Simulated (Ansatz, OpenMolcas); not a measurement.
## A ladder of methods for CH8Si2 (SMILES [SiH3]C[SiH3])

CH8Si2, singlet, SMILES `[SiH3]C[SiH3]`. Each level relaxes the structure for itself.

Each level gives the zero-point energy at each level's own minimum (kJ/mol). The values are calculated.

```tsv
level	kind	program	value (kJ/mol)
HF/STO-3G	Hartree–Fock	Ansatz	257.1
HF/3-21G	Hartree–Fock	OpenMolcas	211.8
HF/6-31G* (Cartesian functions)	Hartree–Fock	OpenMolcas	215.6
PBE/def2-SVP	GGA	Ansatz	194.9
B3LYP/6-31G* (Cartesian functions)	global hybrid	Ansatz	202.5
PBE0-D4/def2-TZVP	global hybrid	Ansatz	200.6
MP2/6-31G* (Cartesian functions)	perturbation theory	Ansatz	208.2
```

Harmonic and unscaled. The values span 194.9 to 257.1 kJ/mol. Without the sets that lack polarisation functions the rows with a basis span only 194.9 to 215.6 kJ/mol.

The zero-point energy is governed mainly by the stiff Si–H and C–H stretches and the many hydrogen bending modes, so it tracks how steeply each method draws the bonding potential. The outlier is HF/STO-3G at 257.1 kJ/mol: a minimal basis gives the valence shell too little freedom to adjust as the nuclei move, which makes the force constants too large. Splitting the valence shell removes most of this excess, even without polarisation functions, since HF/3-21G already falls close to HF/6-31G*.

The cleanest comparison of methods is in the shared 6-31G* basis, where the value falls from 215.6 with Hartree–Fock to 208.2 with MP2 and 202.5 kJ/mol with B3LYP. Electron correlation admits antibonding character and softens the bond stretches, which Hartree–Fock makes too stiff. PBE gives the lowest value, in keeping with the usual softness of GGA bonds, but its different basis prevents the gap to the hybrids from being assigned to exact exchange alone. The totals don't show how the differences divide between Si–H, C–H and skeletal modes.
